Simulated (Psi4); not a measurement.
## H2O2 (hydrogen peroxide): the HOMO–LUMO gap, rung by rung

H2O2: 4 atoms, total charge 0, spin state singlet. SMILES: `OO`. The shape was relaxed beforehand at PBE0/def2-TZVP.

```xyz
4

O    -0.2962   -0.6722   -0.0804
O     0.2525    0.6340    0.0769
H     0.3552   -1.2043    0.3925
H     0.4818    0.8490   -0.8354
```

Quantity: the HOMO–LUMO gap, in eV. The values are calculated.

| level | kind | program | value (eV) |
| --- | --- | --- | --- |
| PBE-D4/def2-TZVPP (density fitting) | GGA | Psi4 | 5.49 |
| r2SCAN-D4/def2-TZVPP (density fitting) | meta-GGA | Psi4 | 6.38 |
| B3LYP-D4/def2-TZVPP (density fitting) | global hybrid | Psi4 | 8.12 |
| PBE0-D4/def2-TZVPP (density fitting) | global hybrid | Psi4 | 8.85 |
| wB97M-V/def2-TZVPP (density fitting) | range-separated hybrid | Psi4 | 13.10 |

The values span 5.49 to 13.10 eV. Orbital gaps aren't excitation energies; they tend to grow with the share of exact exchange.

The gap widens at every step of the table, and the single jump from PBE0 (8.85 eV) to wB97M-V (13.10 eV) exceeds the whole spread of the other four values. In hydrogen peroxide the frontier occupied levels are oxygen lone pairs, split by their mutual repulsion across the O–O bond, while the lowest valence acceptor is the O–O σ* orbital. The large jump probably reflects the stronger long-range exchange in wB97M-V, which stabilises the compact lone pairs while giving the empty level little such stabilisation.

The σ* character of the acceptor explains why excitation or electron capture weakens the O–O bond, but the size of the gap is no measure of that bond's strength. The spread therefore shows how strongly the orbital energies depend on the functional, not an uncertainty in the molecule's thermal stability. Because the molecule doesn't readily bind an extra electron, the empty level, and with it the widest gap, would probably drop if diffuse functions were added.
